**Hand rule for the 3s photoionisation cross section of Nb6+**

The table holds the 3s (M1) photoionisation cross section and the dipole asymmetry parameter of Nb6+ against photon energy from 643 eV to 200 keV, from an independent-particle Dirac-Hartree-Slater calculation with a Latter tail and all multipoles. The program tests the Born $E^{-3.5}$ law times a softened Coulomb factor $(1+\pi\nu/p)^{-p}$ times the Sauter/Born ratio, and a rounded hand form of it with $p=5$. The two-parameter fit to all 14 rows gives $p=5.14$ with an rms error of 0.9 % relative to the table; the hand form is within 5 % on 13 rows and 10 % high at 643 eV. A single power law and the pure exponential Coulomb factor fail, while a three-parameter log-log parabola reaches 2.2 % rms. The output also lists local slopes with their rounding uncertainty, which accounts for the apparent kink between 112 and 113 keV, and two worked estimates at 1 and 100 keV.

Photoionisation of the 3s (M1) subshell of Nb6+, [Ar] 3d10 4s2 4p5, from Radial Dirac-Fock and Kohn-Sham solver 2, with the initial ion's Dirac-Hartree-Slater potential and a Latter tail. Cross sections include all multipoles in the length form, beta the dipole term alone. The threshold is from Dirac-Fock Delta-SCF; the nuclear rms radius is 4.324 fm.

## Script

```python
# Table: 3s (M1) photoionisation cross section (kb) and dipole beta of Nb6+ against photon energy; radial
# Dirac-Fock/Kohn-Sham solver, Dirac-Hartree-Slater potential with Latter tail, all multipoles.
# Tested: sigma = f*Born(1s pair)*(1+pi*nu/p)^-p*Sauter/Born, its rounded hand form, a power law, a log parabola.
T = {
    'photon_energies': [643.0, 1000, 3150, 5060, 9252, 13600, 15000, 29100, 40000, 52900, 100000, 112000, 113000, 200000],  # eV
    'cross_section': [113.9, 60.18, 8.045, 3.142, 0.8604, 0.3559, 0.2821, 0.05491, 0.02391, 0.01127, 0.001906, 0.001379, 0.001345, 0.0002607],  # kb
    'beta': [1.993, 1.995, 1.997, 1.997, 1.996, None, None, None, None, None, None, None, None, None],
}
import numpy as np
from scipy.constants import physical_constants as pc, alpha
from scipy.optimize import least_squares
E = np.array(T['photon_energies'], float)/1e3; s = np.array(T['cross_section'], float)
b = np.array([v for v in T['beta'] if v is not None], float)
Z = 41; I = 0.56868  # threshold in keV, further result of the same run
mc2 = pc['electron mass energy equivalent in MeV'][0]*1e3
Ry = pc['Rydberg constant times hc in eV'][0]/1e3
B = 4*np.sqrt(2)*pc['Thomson cross section'][0]*1e25*alpha**4*Z**5*mc2**3.5  # kb keV^3.5
t = E/mc2; g = 1+t; u = np.sqrt(g*g-1)
R = 1.5*u**3*(4/3+g*(g-2)/(g+1)*(1-np.log((g+u)/(g-u))/(2*g*u)))/(4*np.sqrt(2)*t**1.5)
Rh = 1+t/4+t*t/2
nu = Z*np.sqrt(Ry/E); L = np.log(E); y = np.log(s)
def rep(name, m):
    e = 100*(m/s-1); i = np.argmax(abs(e))
    print(f"{name}: rms {np.sqrt(np.mean(e**2)):.1f} %, worst {e[i]:+.1f} % at {E[i]:g} keV"); return e
shape = lambda p, z=Z: B*E**-3.5*(1+np.pi*nu*z/Z/p)**-p*R
lev = lambda m: np.exp(np.mean(y-np.log(m)))
print(f"Z^2 Ry {Z*Z*Ry:.2f} keV; threshold {I*1e3:.2f} eV, first row {1e3*(E[0]-I):.0f} eV above; Born 1s pair {B:.3e} kb keV^3.5")
print(f"pi*Z*sqrt(Ry)/5 = {np.pi*Z*np.sqrt(Ry)/5:.3f} keV^0.5; polynomial against Sauter/Born: worst {100*max(abs(Rh/R-1)):.2f} %")
lf, p = least_squares(lambda q: q[0]+np.log(shape(q[1]))-y, [-4, 5]).x
e2 = rep(f"fit f={np.exp(lf):.4f} (1/{np.exp(-lf):.0f}), p={p:.2f}", np.exp(lf)*shape(p))
for k in (4, 5, 6): rep(f"p fixed at {k}, f={lev(shape(k)):.4f}", lev(shape(k))*shape(k))
q = least_squares(lambda q: q[0]+np.log(shape(q[1], q[2]))-y, [lf, p, Z]).x
rep(f"charge in nu also free: f={np.exp(q[0]):.4f}, p={q[1]:.2f}, charge={q[2]:.1f}", np.exp(q[0])*shape(q[1], q[2]))
m = B*E**-3.5*np.exp(-np.pi*nu)*R
rep(f"pure exp(-pi nu), f={lev(m):.3f}", lev(m)*m)
print(f"  table/(Born*Sauter*exp(-pi nu)): {s[0]/m[0]:.3g} at {E[0]:g}, {s[7]/m[7]:.3g} at {E[7]:g}, {s[-1]/m[-1]:.3g} at {E[-1]:g} keV")
c1 = np.polyfit(L, y, 1); rep(f"single power law, exponent {c1[0]:.2f}", np.exp(np.polyval(c1, L)))
c2 = np.polyfit(L, y, 2); rep(f"log parabola ln s = {c2[2]:.3f} {c2[1]:+.3f} lnE {c2[0]:+.4f} lnE^2", np.exp(np.polyval(c2, L)))
print(f"bracket for f: bare hydrogenic 1/27 = {1/27:.4f}; (I/(Z^2 Ry))/3 = {I/(Z*Z*Ry)/3:.4f}")
h0 = E**-3.5*(1+3/np.sqrt(E))**-5*Rh; S = float(f"{lev(h0):.2g}"); h = S*h0
eh = rep(f"hand rule S={S:.2g} kb (best {lev(h0):.4g}, S/Born={S/B:.4f})", h)
print(f"hand rule rows within 5 %: {np.sum(abs(eh) <= 5)} of {len(E)}")
an = [100*max(abs(h0*s[i]/h0[i]/s-1)) for i in range(len(E))]
print(f"S anchored on one row: worst error {min(an):.1f} % (anchor {E[np.argmin(an)]:g} keV) to {max(an):.1f} % (anchor {E[np.argmax(an)]:g} keV)")
rd = 0.5*10**(np.floor(np.log10(s))-3)/s
print(f"rounding of the cross sections: at most {100*rd.max():.3f} %")
sl = np.diff(y)/np.diff(L); slh = np.diff(np.log(h))/np.diff(L); ds = (rd[1:]+rd[:-1])/np.diff(L)
print("E keV, nu, table kb, hand kb, error % (hand, hand without Sauter, f-p fit), Sauter/Born, slope to next row (table +- rounding, hand)")
for i in range(len(E)):
    x = f"{sl[i]:.3f} +-{ds[i]:.3f} {slh[i]:.3f}" if i < len(sl) else "last row"
    print(f"{E[i]:7.3f} {nu[i]:.2f} {s[i]:.4g} {h[i]:.4g} {eh[i]:+.1f} {100*(h[i]/Rh[i]/s[i]-1):+.1f} {e2[i]:+.1f} {R[i]:.3f} | {x}")
for i in (1, 10):
    x = 3/np.sqrt(E[i])
    print(f"worked {E[i]:g} keV: E^-3.5={E[i]**-3.5:.3g}, 1+x={1+x:.2f}, (1+x)^5={(1+x)**5:.4g}, t={t[i]:.4f}, polynomial={Rh[i]:.4f}, "
          f"estimate {h[i]:.4g} kb, table {s[i]:.4g} kb, slope without Sauter {-3.5+2.5*x/(1+x):.2f}")
print(f"total fall of sigma: factor {s[0]/s[-1]:.3g} over energy factor {E[-1]/E[0]:.0f}")
print(f"beta {b.min():.3f} to {b.max():.3f}; largest departure from 2: {2-b.min():.3f} ({100*(2-b.min())/2:.2f} %), rounding 0.0005")
assert np.all(np.diff(s) < 0) and np.all((sl > -3.5) & (sl < -1)) and sl[-1] < sl[0]-1
assert 4 < p < 6.5 and max(abs(eh)) < 15
assert h[-1]/Rh[-1] < s[-1]
assert np.all(abs(b-2) < 0.01)
```

Printed output:

```
Z^2 Ry 22.87 keV; threshold 568.68 eV, first row 74 eV above; Born 1s pair 3.729e+06 kb keV^3.5
pi*Z*sqrt(Ry)/5 = 3.005 keV^0.5; polynomial against Sauter/Born: worst 0.61 %
fit f=0.0178 (1/56), p=5.14: rms 0.9 %, worst -2.3 % at 1 keV
p fixed at 4, f=0.0138: rms 35.8 %, worst +102.7 % at 0.643 keV
p fixed at 5, f=0.0173: rms 3.5 %, worst +10.1 % at 0.643 keV
p fixed at 6, f=0.0207: rms 16.0 %, worst -35.1 % at 0.643 keV
charge in nu also free: f=0.0178, p=5.14, charge=41.0: rms 0.9 %, worst -2.2 % at 1 keV
pure exp(-pi nu), f=0.153: rms 414.1 %, worst +691.4 % at 200 keV
  table/(Born*Sauter*exp(-pi nu)): 893 at 0.643, 0.0312 at 29.1, 0.0194 at 200 keV
single power law, exponent -2.29: rms 48.1 %, worst +117.2 % at 0.643 keV
log parabola ln s = 4.086 -1.599 lnE -0.1397 lnE^2: rms 2.2 %, worst -5.6 % at 200 keV
bracket for f: bare hydrogenic 1/27 = 0.0370; (I/(Z^2 Ry))/3 = 0.0083
hand rule S=6.4e+04 kb (best 6.427e+04, S/Born=0.0172): rms 3.7 %, worst +10.1 % at 0.643 keV
hand rule rows within 5 %: 13 of 14
S anchored on one row: worst error 7.0 % (anchor 1 keV) to 13.9 % (anchor 100 keV)
rounding of the cross sections: at most 0.044 %
E keV, nu, table kb, hand kb, error % (hand, hand without Sauter, f-p fit), Sauter/Born, slope to next row (table +- rounding, hand)
  0.643 5.96 113.9 125.3 +10.1 +10.0 +1.6 1.000 | -1.445 +-0.001 -1.575
  1.000 4.78 60.18 62.53 +3.9 +3.9 -2.3 1.000 | -1.754 +-0.000 -1.771
  3.150 2.69 8.045 8.199 +1.9 +1.8 -0.2 1.002 | -1.984 +-0.000 -1.998
  5.060 2.13 3.142 3.181 +1.2 +1.0 +0.4 1.003 | -2.146 +-0.000 -2.161
  9.252 1.57 0.8604 0.8633 +0.3 -0.1 +0.8 1.005 | -2.291 +-0.001 -2.313
 13.600 1.30 0.3559 0.3542 -0.5 -1.2 +0.6 1.007 | -2.372 +-0.003 -2.386
 15.000 1.23 0.2821 0.2804 -0.6 -1.4 +0.6 1.008 | -2.470 +-0.000 -2.497
 29.100 0.89 0.05491 0.0536 -2.4 -3.9 -0.4 1.016 | -2.613 +-0.001 -2.631
 40.000 0.76 0.02391 0.02321 -2.9 -5.1 -0.6 1.023 | -2.691 +-0.002 -2.703
 52.900 0.66 0.01127 0.0109 -3.3 -6.2 -0.7 1.032 | -2.791 +-0.001 -2.793
100.000 0.48 0.001906 0.001841 -3.4 -9.6 -0.4 1.069 | -2.856 +-0.006 -2.847
112.000 0.45 0.001379 0.001333 -3.3 -10.4 -0.3 1.080 | -2.808 +-0.083 -2.853
113.000 0.45 0.001345 0.0013 -3.4 -10.5 -0.3 1.081 | -2.874 +-0.001 -2.860
200.000 0.34 0.0002607 0.0002539 -2.6 -17.1 +1.1 1.182 | last row
worked 1 keV: E^-3.5=1, 1+x=4.00, (1+x)^5=1024, t=0.0020, polynomial=1.0005, estimate 62.53 kb, table 60.18 kb, slope without Sauter -1.62
worked 100 keV: E^-3.5=1e-07, 1+x=1.30, (1+x)^5=3.713, t=0.1957, polynomial=1.0681, estimate 0.001841 kb, table 0.001906 kb, slope without Sauter -2.92
total fall of sigma: factor 4.37e+05 over energy factor 311
beta 1.993 to 1.997; largest departure from 2: 0.007 (0.35 %), rounding 0.0005
```
